Student: I tried to get a band velocity for copper out of an ultrasoft calculation by taking the expectation value of ∂H/∂k, as Hellmann–Feynman says. It disagrees with the slope of the band, and it changes when I shift the zero of the potential.

Lecturer: Both symptoms have one cause. We start from the premises. An ultrasoft pseudopotential (Vanderbilt, 1990) has projectors β_i and augmentation functions Q_ij(r) with integrals q_ij = ∫ Q_ij(r) d³r, and Q_ji = Q_ij*. Define the density operator and the overlap

(1) K(r) = |r⟩⟨r| + Σ_ij Q_ij(r) |β_i⟩⟨β_j|, S = ∫ K(r) d³r = 1 + Σ_ij q_ij |β_i⟩⟨β_j|.

The Hamiltonian is

(2) H = T + Σ_ij D⁰_ij |β_i⟩⟨β_j| + ∫ V(r) K(r) d³r,

that is T + V + Σ_ij D_ij |β_i⟩⟨β_j| with D_ij = D⁰_ij + ∫ V Q_ij d³r, where V is the effective local potential. The orbitals obey

(3) H|φ_n⟩ = ε_n S|φ_n⟩, ⟨φ_m|S|φ_n⟩ = δ_mn.

I assume four things. H and S are Hermitian. S is positive definite. Both are differentiable in a real parameter λ. They act in a space that does not depend on λ, such as a fixed set of plane-wave labels G. The solutions of (3) are then complete, Σ_n |φ_n⟩⟨φ_n|S = 1. I write d for d/dλ, dH_mn for ⟨φ_m|dH|φ_n⟩ and dS_mn for ⟨φ_m|dS|φ_n⟩. Sums over n run over spin orbitals, so a spin-degenerate system gets a factor 2, and a crystal gets k-point weights. Units are Rydberg and bohr, ħ²/2m = 1.

Student: Then differentiate the eigenvalue equation.

Lecturer: The product rule on (H − ε_n S)|φ_n⟩ = 0 gives

(4) (H − ε_n S)|dφ_n⟩ = −(dH − ε_n dS − dε_n S)|φ_n⟩.

Everything follows from projecting (4). Multiply from the left with ⟨φ_n|. Since H and S are Hermitian and ε_n is real, ⟨φ_n|(H − ε_n S) = 0, so the left side vanishes whatever dφ_n is. On the right ⟨φ_n|S|φ_n⟩ = 1. Hence

(5) dε_n = ⟨φ_n| dH − ε_n dS |φ_n⟩.

Student: I distrust an energy multiplying an operator in the perturbation. The eigenvalues are those of the single operator S⁻¹H. Why not perturb that one in the ordinary way?

Lecturer: Do it, with care. S⁻¹H is not Hermitian: its right eigenvector is |φ_n⟩ and its left eigenvector is ⟨φ_n|S, because ⟨φ_n|S S⁻¹H = ε_n⟨φ_n|S. From d(S⁻¹) = −S⁻¹ dS S⁻¹ you get d(S⁻¹H) = S⁻¹dH − S⁻¹ dS S⁻¹H. Between left and right eigenvector this is dH_nn − ε_n dS_nn, which is (5). The meaning is plain in the Rayleigh quotient ⟨φ|H|φ⟩/⟨φ|S|φ⟩. It is stationary in φ, but at fixed φ both numerator and denominator move with λ, and the second term of (5) is the motion of the denominator.

Student: And my dependence on the energy zero?

Lecturer: Add a constant C to V in (2). By (1), H becomes H + C S, not H + C. Then ε_n becomes ε_n + C, dH becomes dH + C dS, and the combination dH − ε_n dS is unchanged. The two pieces of (5) separately depend on the zero, and only their sum has a meaning. The expectation value of dH alone can be given any value by choosing C, provided dS_nn is not zero.

Student: Copper has degenerate bands on the symmetry lines. You assumed that φ_n is differentiable.

Lecturer: At a degeneracy only particular combinations are. Project (4) on another state φ_m of the same energy ε. The left side vanishes again and leaves dH_mn − ε dS_mn = dε_n δ_mn. So the differentiable states are those that diagonalise the Hermitian matrix dH_mn − ε dS_mn in the degenerate set, and its eigenvalues are the slopes. For m with a different energy, expand |dφ_n⟩ = Σ_m |φ_m⟩ c_mn with c_mn = ⟨φ_m|S|dφ_n⟩. The left side of (4) projects to (ε_m − ε_n) c_mn, and the term in dε_n drops out by S-orthogonality:

(6) c_mn = (dH_mn − ε_n dS_mn)/(ε_n − ε_m), ε_m ≠ ε_n.

The energy in the numerator is that of the state being perturbed, so the numerator is not Hermitian in m and n.

Student: With S = 1 the matrix c is anti-Hermitian. Here it cannot be.

Lecturer: Right. Differentiate the orthonormality condition in (3): ⟨dφ_m|S|φ_n⟩ + dS_mn + ⟨φ_m|S|dφ_n⟩ = 0, or

(7) c_mn + c_nm* = −dS_mn.

Equation (6) respects this: c_nm* = (dH_mn − ε_m dS_mn)/(ε_m − ε_n), the dH parts cancel in the sum, and (ε_m − ε_n) dS_mn/(ε_n − ε_m) = −dS_mn remains. For m = n, (7) fixes Re c_nn = −dS_nn/2, while Im c_nn is a free choice of phase.

Student: A sum over all m is hopeless in plane waves. How do I avoid the empty states?

Lecturer: Take an insulator: the occupied states v are separated by a gap from the empty states c. Define

(8) P_v = Σ_v |φ_v⟩⟨φ_v|S, P_c = 1 − P_v, P_c† = 1 − Σ_v S|φ_v⟩⟨φ_v|.

By (3), P_v² = P_v, so both are projectors, and P_c φ_v = 0, P_c φ_c = φ_c. They are not Hermitian; they obey S P_c = P_c† S, as you see by writing out both sides. We need the same for H. H P_v = Σ_v ε_v S|φ_v⟩⟨φ_v|S, and P_v† H = Σ_v S|φ_v⟩⟨φ_v|H = Σ_v ε_v S|φ_v⟩⟨φ_v|S. They agree, so

(9) P_c†(H − ε_n S) = (H − ε_n S) P_c.

Apply P_c† to (4) for an occupied n. On the left use (9). On the right, P_c† S|φ_n⟩ = S P_c|φ_n⟩ = 0 removes dε_n. The result is the Sternheimer equation with a perturbed overlap,

(10) (H − ε_n S) P_c|dφ_n⟩ = −P_c†(dH − ε_n dS)|φ_n⟩.

Student: Why P_c on the left and P_c† on the right? One projector ought to do.

Lecturer: The two sides hold different kinds of vector. The unknown is a wavefunction, a combination of the φ_c. The right side is of the kind Hφ or Sφ, a combination of the Sφ_c. Solvability requires that the right side have zero plain scalar product with the null vector φ_n of the Hermitian operator on the left. P_c† ensures this, since ⟨φ_v|P_c† = (P_c|φ_v⟩)† = 0. With P_c in its place you would have ⟨φ_v|S P_c = 0, while ⟨φ_v|P_c differs from zero in general.

Student: The operator is still singular.

Lecturer: On the whole space, yes. On the range of P_c, a vector x = Σ_c x_c φ_c gives ⟨x|H − ε_n S|x⟩ = Σ_c (ε_c − ε_n)|x_c|², positive because of the gap, so the solution there is unique and equals Σ_c |φ_c⟩ c_cn with (6). In practice one adds α Σ_v S|φ_v⟩⟨φ_v|S to the operator. This term annihilates the range of P_c, so the solution is unchanged, and it turns the occupied diagonal elements into ε_v − ε_n + α. For α larger than the spread of occupied energies the operator is positive definite and conjugate gradients apply. Because (10) is linear in φ_n at fixed ε_n, it holds for any basis of a degenerate occupied level.

Student: With norm-conserving potentials P_c dφ_n is all the density needs. Here?

Lecturer: Here it is one of three parts. The density is n(r) = Σ_n ⟨φ_n|K(r)|φ_n⟩ over occupied n. Call

(11) ρ_nm(r) = ⟨φ_n|K(r)|φ_m⟩ = φ_n*(r) φ_m(r) + Σ_ij Q_ij(r) ⟨φ_n|β_i⟩⟨β_j|φ_m⟩

the augmented pair density; ∫ ρ_nm d³r = δ_nm by (1) and (3). Differentiating,

dn = Σ_n [⟨φ_n|K|dφ_n⟩ + ⟨dφ_n|K|φ_n⟩ + ⟨φ_n|dK|φ_n⟩].

Split dφ_n = P_c dφ_n + Σ_m φ_m c_mn with m occupied. The occupied part gives Σ_mn [c_mn ρ_nm + c_mn* ρ_mn]. Both indices run over the same set, so exchange their names in the second term: Σ_mn (c_mn + c_nm*) ρ_nm. Only the Hermitian part of c survives, and (7) supplies it without any energy denominator:

(12) dn(r) = 2 Re Σ_n ⟨φ_n|K(r) P_c|dφ_n⟩ − Σ_mn ⟨φ_m|dS|φ_n⟩ ρ_nm(r) + Σ_n ⟨φ_n|dK(r)|φ_n⟩.

The second term is the price of keeping the occupied states orthonormal in a changing metric. The third is the change of Q_ij and β_i themselves, for instance when they follow a displaced atom.

Student: The second term integrates to −Σ_n dS_nn. That looks like lost electrons.

Lecturer: It would be, without the third. Integrate (12) over r. The first term gives ⟨φ_n|S P_c|dφ_n⟩ = ⟨φ_n|P_c† S|dφ_n⟩ = 0. The second gives −Σ_n dS_nn. The third gives +Σ_n dS_nn, because ∫ dK d³r = dS. The sum is zero, so the second and third terms must be kept together. In Kohn–Sham theory dH also contains ∫ dV K d³r + ∫ V dK d³r by (2), where dV includes the Hartree and exchange-correlation response to dn, so (10) and (12) are solved self-consistently.

Student: All this is for insulators, and copper is a metal.

Lecturer: Equations (5) to (7) never used a gap. For the density, take occupations f_n = f(ε_n − μ) with a smooth f, and n = Σ_n f_n ρ_nn. The same steps, now over all states, give dn = Σ_mn A_mn ρ_nm + Σ_n f_n ⟨φ_n|dK|φ_n⟩. For ε_m ≠ ε_n, A_mn = f_n c_mn + f_m c_nm*, and inserting (6),

(13) A_mn = [(f_n − f_m) dH_mn − (f_n ε_n − f_m ε_m) dS_mn]/(ε_n − ε_m).

On the diagonal, A_nn = f′_n (dε_n − dμ) − f_n dS_nn, the first part from the change of occupation and the second from (7). With (5) this is the limit ε_m → ε_n of (13), minus f′_n dμ. Two filled states give A_mn = −dS_mn, the second term of (12), and two empty states give zero. Integrating over r, the dS terms cancel as before, and a fixed electron number requires dμ = Σ_n f′_n dε_n / Σ_n f′_n.

Student: Now the velocity. Why is k a perturbation of S at all? The atoms do not move.

Lecturer: Because we must work in a fixed space. Write ψ_nk = exp(ik·r) u_nk, with u_nk expanded in the labels G. Then H_k = exp(−ik·r) H exp(ik·r), and likewise S_k, with matrix elements

(14) H_k(G,G′) = |k+G|² δ_GG′ + V(G−G′) + Σ_ij D_ij β_i(k+G) β_j*(k+G′),
S_k(G,G′) = δ_GG′ + Σ_ij q_ij β_i(k+G) β_j*(k+G′),

where β_i(K) = ⟨K|β_i⟩ for plane waves normalised in the cell. The projectors are sampled at k+G, so S_k depends on k. V, D_ij and q_ij do not: k labels states of one crystal, and there is no self-consistent response. With p_i = ⟨β_i|u⟩, equation (5) becomes

(15) ∇_k ε = Σ_G 2(k+G)|u(G)|² + Σ_ij (D_ij − ε q_ij) ∇(p_i* p_j),

where ∇ on the right acts on the projectors at fixed u(G), and ⟨u|S_k|u⟩ = 1. The time-dependent equation iħ S ∂ψ/∂t = Hψ gives each Bloch state the phase exp(−iεt/ħ), so a packet moves with v = ∇_k ε/ħ.

Student: Formally ∇_k H_k is i[H, r], so you want i⟨ψ|[H − εS, r]|ψ⟩. But (H − εS)ψ = 0 on either side makes that zero.

Lecturer: For a bound state it does. For Bloch states r does not map the periodic space into itself, and H − εS cannot be moved onto the bra across rψ without a surface term. The commutator is a lattice-periodic operator and has to be formed first, which is what (15) does.

Student: Show me numbers.

Lecturer: A small model for the band of full symmetry along Γ–X, k = (0, 0, k). Take a typical lattice constant a = 3.61 Å = 6.822 bohr, so G₀ = 2π/a = 0.9210 bohr⁻¹, G₀² = 0.8483 Ry, and X lies at k = G₀. Use three orthonormal basis states: the plane waves K₁ = k and K₂ = k − 2G₀, and one state χ that stands for all the remaining plane waves in the pseudo d orbital. On this line only the d projector of 3z² − r² symmetry couples to these waves, so keep one projector, β = (f(K₁), f(K₂), b), with f(K) = A x² exp(−x²/4) and x = K/G₀. This is the form of the Fourier transform of r² Y₂₀ exp(−r²/2s²) with s = 1/(√2 G₀) = 0.77 bohr. Then

(16) H_k = diag(T₁, T₂, T₃) + D ββᵀ, S_k = 1 + q ββᵀ, T₁ = K₁², T₂ = K₂², T₃ = E_χ,

with the zero of energy at the bottom of the free parabola and off-diagonal local elements set to zero. The illustrative inputs are A = 0.4, b = 1.3, q = 0.5, D = −0.8 Ry and E_χ = 2.5 Ry. I evaluate at k = 0.83 G₀, about where the band typically crosses the Fermi level on this line, and the inputs were chosen to put the state 9 to 10 eV above the band bottom, where that level typically lies. I keep four decimals only so that you can follow the sums.

Student: K₁ = 0.7645 and K₂ = −1.0776 bohr⁻¹, so T₁ = 0.5844 Ry and T₂ = 1.1612 Ry. And f(K₁) = 0.2320, f(K₂) = 0.3889.

Lecturer: Component j of (3) reads (T_j − ε) u_j + (D − εq) β_j p = 0 with p = β·u. So u_j is proportional to β_j/(T_j − ε), and forming β·u gives the secular equation

(17) 1/(D − εq) + g(ε,k) = 0, g = Σ_j β_j²/(T_j − ε).

The left side rises monotonically between its poles at −1.6 Ry, T₁, T₂ and T₃, so there is one root in each of the three intervals. The middle one is ε = 0.7130 Ry = 9.70 eV, with D − εq = −1.1565 Ry. Its neighbours lie below T₁ and above T₂, hence more than 0.129 Ry away, and the level is not degenerate. Normalised with S, u = (−0.8141, 0.3916, 0.3283) and p = 0.3903. The plain norm u·u is 0.924, and the augmentation part q p² supplies the other 0.076.

Student: Derivatives: dT₁/dk = 2K₁ = 1.5289 and dT₂/dk = 2K₂ = −2.1552 Ry bohr. With df/dK = f (2/x − x/2)/G₀ I get 0.5024 and −0.4747 bohr, so p′ = (dβ/dk)·u = −0.5948 bohr and 2pp′ = −0.4643 bohr.

Lecturer: Then (15) has three pieces, in Ry bohr. The kinetic one, 2K₁u₁² + 2K₂u₂², is 0.6828. The piece D·2pp′ is 0.3714, which makes ⟨dH⟩ = 1.0543. The overlap derivative is ⟨dS⟩ = q·2pp′ = −0.2321 bohr, so −ε⟨dS⟩ = +0.1655. The total is dε/dk = 1.2198 Ry bohr = 8.78 eV Å. One Ry bohr divided by ħ is 1.0938 × 10⁶ m/s, so v = 1.33 × 10⁶ m/s.

Student: How do I know that this is the slope of the band and not merely your formula?

Lecturer: Differentiate (17) implicitly, with no perturbation theory: dε/dk = −∂_k g / [∂_ε g + q/(D − εq)²]. Take the unnormalised vector w_j = β_j/(T_j − ε), for which β·w = g = −1/(D − εq). The denominator is w·w + q g², the S-norm of w. The numerator is Σ_j T′_j w_j² − 2 Σ_j β′_j w_j, and the last part equals (D − εq)·2g Σ_j β′_j w_j. That is (15) term by term. The q in D − εq cannot be dropped from the numerator without leaving the true slope.

Student: So what I did amounts to 1.0543, or 1.15 × 10⁶ m/s.

Lecturer: Too low by 13.6 per cent with this energy zero. The kinetic piece alone gives 56 per cent of the slope. Now raise the potential by C = 1 Ry: ⟨dH⟩ falls to 0.8221, −ε⟨dS⟩ rises to 0.3977, and the sum is still 1.2198. Put the zero at the state itself and the overlap term vanishes, for that one state only. That is your second symptom.

Student: How far do I trust the model as copper?

Lecturer: As a test of (5) fully, as copper modestly. A local element V₁₂ between the two plane waves shifts ε by 2u₁u₂V₁₂ according to (5), and so shifts the slope by V₁₂ d(2u₁u₂)/dk = −1.80 bohr × V₁₂. An illustrative |V₁₂| = 0.05 Ry gives 0.09 Ry bohr, more than half the overlap term. Freezing χ matters less: a slope of 0.2 Ry bohr in E_χ enters with weight u₃² = 0.108 and gives 0.02, and a slope of 0.1 bohr in b gives 0.03 in magnitude. The model's velocity should be read as 1.3 × 10⁶ m/s. As typical knowledge, band calculations put the average over the Fermi surface of copper near 1.1 × 10⁶ m/s, so the model's value at this one point lies roughly a fifth above that average.

Student: And the limits of the general results?

Lecturer: Equation (5) is exact for the derivative when H and S are Hermitian and differentiable, S is positive definite, and the basis labels are fixed; a set of G that changes with k at a fixed cutoff makes the computed band jump slightly and breaks the last premise at those points. At a degeneracy you diagonalise dH − ε dS in the degenerate set, for each direction of k separately. For a finite step Δλ the linear term suffices while |Δλ (dH_mn − ε_n dS_mn)| stays small against |ε_n − ε_m|, which fails near avoided crossings. Equations (10) and (12) need a set of fully occupied states separated by a gap from all states that the perturbation couples to them. For derivatives with respect to k a gap at the same k is enough, so (10) also serves in copper for any group of bands isolated at that k, while the density response of the metal needs (13) and the shift of μ. The perturbation is static. Finally, v is the velocity of the pseudo Kohn–Sham band: it follows the all-electron band as far as the pseudopotential reproduces the scattering at that energy, and it contains no quasiparticle or electron–phonon renormalisation.